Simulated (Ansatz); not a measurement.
## Ca: the change of pressure and energy above lowest point with volume per atom

Results calculated with Ansatz 0.2.0 development build, not measured. Equation of state of a cubic crystal from periodic Kohn-Sham density functional theory without spin; pressure corrected for the finite basis.

Cell of the first row (space group Fm-3m, No. 225):
```
CELL_PARAMETERS angstrom
0.00000 2.68760 2.68760
2.68760 0.00000 2.68760
2.68760 2.68760 0.00000
ATOMIC_POSITIONS crystal
Ca 0.00000 0.00000 0.00000
```

Settings of every row: formula Ca; structure type fcc; functional r2SCAN; spin treatment none; k mesh 11x11x11; occupation method fermi-dirac; occupation width 0.1 eV; wave cutoff 200 eV; datasets all-electron datasets; density cutoff ratio 7; dirac inner shells no; nucleus point.

```csv
row,volume per atom (Å³),pressure (GPa),energy above lowest point (meV/atom)
1,38.826,2.252,27.92
2,40.092,1.492,13.19
3,41.358,?,?
4,42.624,0.23,0
5,43.89,-0.292,0.29
```

Question: what pressure and energy above lowest point should row 3 give?

Worked fit of pressure. Take u = (V_r/V)^(2/3) − 1 with V_r = 41.358 Å³ an atom, which is twice the finite (Eulerian) strain; such expansions in the strain, on which the Birch-Murnaghan equation of state is built, carry the rest volume and the bulk modulus. The shown rows have u = 0.04302, 0.02094, -0.0199, -0.03884. Least squares give pressure = 0.8216 + 30.844 × u + 55.91 × u² GPa; a straight line predicts inner rows, each left out in turn, worse (root mean square 0.054 against 3.4e-05 GPa). All shown rows lie on it to the printed digit. The pressure vanishes at u = -0.0281, or V = 43.16 Å³ an atom, and there the bulk modulus at fixed shape and fractions is B = −V dP/dV = (2/3)(1 + u) dP/du = 18 GPa. The withheld row has u = 0, so the fit gives 0.8216 + 30.844 × (0) + 55.91 × (0)² = 0.822 GPa.

The calculation gave 0.822 GPa. The fit meets it to the printed digit.

Worked fit of energy above lowest point. Take u = (V_r/V)^(2/3) − 1 with V_r = 41.358 Å³ an atom, which is twice the finite (Eulerian) strain; such expansions in the strain, on which the Birch-Murnaghan equation of state is built, carry the rest volume and the bulk modulus. The shown rows have u = 0.04302, 0.02094, -0.0199, -0.03884. Least squares give energy above lowest point = 4.116 + 314.89 × u + 5553.6 × u² meV/atom; a straight line predicts inner rows, each left out in turn, worse (root mean square 5.4 against 0.12 meV/atom). The rows lie off it by -0.02, 0.05, -0.05, 0.03 (root mean square 0.04 meV/atom). Its lowest point lies at u = -0.0284, or V = 43.18 Å³ an atom, and the curvature there gives the bulk modulus at fixed shape and fractions, B = (4/9)(1 + u)² E″(u)/V = 17.3 GPa. The withheld row has u = 0, so the fit gives 4.116 + 314.89 × (0) + 5553.6 × (0)² = 4.12 meV/atom.

The calculation gave 4.1 meV/atom. The fit lies 0.02 meV/atom (0.072 % of the column's range) above it; its largest miss of a shown row is 0.05 meV/atom.
